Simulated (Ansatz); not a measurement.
# Phonon-limited resistivity of PIr2 — Ansatz, plane waves and PAW

Space group Fm-3m (No. 225), 3 atoms in the cell of the first input below: a = 3.912 Å, b = 3.912 Å, c = 3.912 Å, α = 60.00°, β = 60.00°, γ = 60.00°.

The structure is a measured one, not always of the ambient phase, relaxed without spin–orbit coupling to zero pressure (pressure 0.0 GPa with this functional, without spin–orbit coupling). Functional: PBEsol.

Input:

```yaml
crystal:
  lattice:
    - [0.0, 2.7663943588, 2.7663943588]
    - [2.7663943588, 0.0, 2.7663943588]
    - [2.7663943588, 2.7663943588, 0.0]
  atoms:
    - { symbol: P, position: [0.0, 0.0, 0.0] }
    - { symbol: Ir, position: [0.25, 0.25, 0.25] }
    - { symbol: Ir, position: [0.75, 0.75, 0.75] }
basis:
  ecutwfc: 420
  ecutrho_ratio: 4
kpoints:
  mp_grid: { grid: [10, 10, 10] }
hamiltonian:
  xc: pbesol
scf:
  occupations: { method: methfessel_paxton, width: 0.2 }
output: {}
phonons:
  supercell: [2, 2, 2]
  qpath:
    path:
      - [[0.0, 0.0, 0.0], [0.5, 0.0, 0.5], [0.625, 0.25, 0.625]]
      - [[0.375, 0.375, 0.75], [0.0, 0.0, 0.0], [0.5, 0.5, 0.5], [0.5, 0.25, 0.75], [0.5, 0.0, 0.5]]
    npoints: 6
  electrical_resistivity: { mesh: [20, 20, 20], temperatures: [50, 100, 200, 300, 500] }
  superconductivity: { mesh: [20, 20, 20], eliashberg_equations: false }
```

```bash
ansatz run input.yaml --threads 8 --pin off --max-ram 15360MiB --backend cpu --events-out ev --progress --plain --runs-dir out
```

Time: 2.2 min on 8 threads of Arm Neoverse V1, on a shared host, peak memory 3.3 GiB.

λ_tr,xx from the finest mesh down: 0.233, 0.249, 0.280. The next coarser mesh moves the resistivity at 300 K by 14 % along the axis that moves most.

The run gives λ_tr,xx = 0.233 and a Drude plasma energy ħω_p,xx = 7.73 eV.

Q: Estimate the resistivity along x at 300 K from the high-temperature formula.

A: ħ/τ = 2π λ_tr k_B T = 0.0378 eV and ρ = 1/(ε0 ω_p² τ) = 4.70 μΩ cm. The Boltzmann solution gives 4.46 μΩ cm, so the estimate is 5 % high, which is less than the mesh moves the solution along x.

```csv
T (K),ρ_xx (μΩ cm),ρ_zz (μΩ cm),"formula, xx","R_H, field along x, y or z (10⁻¹¹ m³/C)"
50,0.32,0.32,0.78,18.7
100,1.10,1.10,1.57,19.1
200,2.79,2.79,3.14,19
300,4.46,4.46,4.70,19
500,7.78,7.78,7.84,19.2
```

At 300 K the next coarser mesh moves R_H by up to 6 %.

At 50 K the solution is 0.41 times the linear formula, and at 500 K 0.99 times. The formula is meant for temperatures above the phonon energies and for bands that vary little within k_B T.

Caveats: no spin-orbit coupling, which matters for these elements; not converged in the fine mesh; small supercell, couplings not converged in it.

The calculated phonon-limited resistivity is that of a good metal, combining weak transport coupling with a large Drude plasma energy. Its equality along x and z is required by cubic symmetry. The resistivity approaches the linear formula steadily on warming, from 0.41 times its value at 50 K to 0.99 times at 500 K. On cooling, the phonons freeze out, starting with the stiffest, which probably involve mainly the light phosphorus atoms. The long-wavelength acoustic phonons that remain scatter electrons through small angles and so relax the current inefficiently.

The positive Hall coefficient points to predominantly hole-like curvature of the Fermi surface, but it doesn't establish a single hole band or give a carrier density directly. Its small variation with temperature is within the mesh sensitivity and supports no trend; it suggests that the relative scattering rates across the Fermi surface change little. A measured sample would add a residual resistivity from defects and impurities, which would matter most at the lowest temperatures.
